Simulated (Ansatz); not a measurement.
Ligand exchange: C3H7FSn + CHBrCl2 → C3H8Sn + CBrCl2F

Species: C3H7FSn `C=C[CH2][SnH2][F]`, singlet; CHBrCl2 (bromodichloromethane) `ClC(Cl)Br`, singlet; C3H8Sn `C=C[CH2][SnH3]`, singlet; CBrCl2F (bromodichlorofluoromethane) `FC(Cl)(Cl)Br`, singlet. The partners trade F for H: Sn–F and C–H bonds give way to Sn–H and C–F.

Shapes, held fixed at every level: PBE0-D4/def2-TZVP. Flexible molecules stand in one conformer, not always the lowest. Programs: Ansatz 0.2.0. The zero-point and thermal change to 298 K, harmonic and unscaled (PBE0-D4/def2-TZVP), is -11.1 kJ/mol.

Q: Estimate ΔH(298 K) of this reaction.

A: The highest level, CCSD(T)/def2-TZVPP, gives ΔH(298 K) = +130.5 kJ/mol; the levels span +99.7 to +137.3. The column of differences is taken from that level and isn't an error. No measured value is set beside it here. For atoms past krypton def2 sets carry core potentials with scalar relativity. Relativity is left out for Br unless named. Correlated rows may include outer-core shells of Br, Sn, which these sets cover unevenly.

```
                level                    kind  ΔH(298 K) (kJ/mol)  less CCSD(T)/def2-TZVPP
     SPW92/def2-TZVPP                     LDA               +99.7                    -30.8
 r2SCAN-D4/def2-TZVPP                meta-GGA              +125.6                     -4.9
r2SCAN0-D4/def2-TZVPP           global hybrid              +127.7                     -2.8
   wB97M-V/def2-TZVPP  range-separated hybrid              +126.9                     -3.6
         MP2/def2-SVP     perturbation theory              +119.3                    -11.2
       MP2/def2-TZVPP     perturbation theory              +137.3                     +6.8
     CCSD(T)/def2-SVP   coupled cluster or CI              +110.8                    -19.7
   CCSD(T)/def2-TZVPP   coupled cluster or CI              +130.5                      0.0
```

Exchanging fluorine for hydrogen between tin and carbon is strongly endothermic at every level, so fluorine prefers tin and hydrogen prefers carbon. Tin is much the more electropositive partner, which gives Sn–F a large ionic contribution, while its diffuse valence orbitals overlap poorly with hydrogen 1s and leave Sn–H much weaker than C–H. The strong new C–F bond offsets only part of this loss. The negative vibrational and thermal term fits the replacement of stiff C–H motions by softer Sn–H ones.

Enlarging the basis raises the enthalpy by similar amounts in MP2 and CCSD(T), probably because the more anionic fluorine on tin needs the added flexibility. The sign is therefore secure, but the last few kJ/mol are not. LDA gives the smallest value, whereas the other functionals lie close to the larger-basis coupled-cluster result. The reverse hydrodefluorination is enthalpically downhill, but this says nothing about its barrier or about selectivity against the weaker C–Br bond, where tin hydrides usually react first.
